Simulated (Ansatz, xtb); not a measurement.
**CH5GaO2 (SMILES [CH3][Ga]([OH])[OH]): methods side by side**

CH5GaO2: 9 atoms, total charge 0, spin state singlet. As SMILES, `[CH3][Ga]([OH])[OH]`. The coordinates come from a PBE0-D4/def2-TZVP relaxation. This is one conformer, not always the lowest.

```xyz
9

C     0.1395    0.7406   -1.3856
Ga   -0.0223   -0.1804    0.3149
O     0.2379   -1.9475    0.4432
O    -0.4357    0.7068    1.8148
H     0.2598    0.0245   -2.1979
H     1.0053    1.4049   -1.3681
H    -0.7466    1.3499   -1.5688
H     0.1412   -2.3145    1.3236
H    -0.4907    0.1696    2.6070
```

Each level gives the dipole moment (D). The values are calculated.

```csv
level,kind,program,value (D),CPU time
GFN2-xTB,semi-empirical,xtb,0.11,under 2 s
GFN0-xTB,semi-empirical,xtb,0.71,under 2 s
GFN1-xTB,semi-empirical,xtb,1.53,under 2 s
HF/STO-3G,Hartree–Fock,Ansatz,1.22,1.1 s
HF/3-21G,Hartree–Fock,Ansatz,1.44,1.4 s
HF/def2-SVP,Hartree–Fock,Ansatz,0.91,5.6 s
HF/def2-TZVP,Hartree–Fock,Ansatz,0.72,21 s
r2SCAN/def2-SVP,meta-GGA,Ansatz,0.86,18 s
B3LYP/6-31G* (spherical functions),global hybrid,Ansatz,0.79,11 s
B3LYP/6-31G* (Cartesian functions),global hybrid,Ansatz,0.81,12 s
```

All-electron rows without a relativistic Hamiltonian named are non-relativistic. The values span 0.11 to 1.53 D. Magnitudes only: a small dipole may point the other way at some levels. Sets without polarisation functions give poor dipoles. Without the sets that lack polarisation functions the rows with a basis span only 0.72 to 0.91 D. CPU times are rough (shared hosts, several kinds of processor): they show what a rung costs within a factor of a few.

The small dipole reflects cancellation between polar bonds, not weak bond polarity. Gallium is much less electronegative than oxygen or carbon, so the Ga–O and Ga–C bonds are all strongly polarised, but in a nearly planar arrangement their contributions largely offset one another. Both hydroxyl hydrogens also point away from the methyl group, so the O–H dipoles oppose the resultant of the Ga–O pair. Modest shifts in charge or lone-pair polarisation therefore change the remainder disproportionately. This probably explains why GFN2-xTB and GFN1-xTB fall at opposite extremes, and the closeness of GFN0-xTB to HF/def2-TZVP may be fortuitous.

Within Hartree–Fock, going from def2-SVP to def2-TZVP lowers the dipole from 0.91 to 0.72 D, a larger change than replacing HF by r2SCAN in def2-SVP. The data thus support a weakly polar conformer, but not a ranking of the electronic-structure methods. Rotating a hydroxyl group could weaken the cancellation, so the value should not be carried over to other conformers.
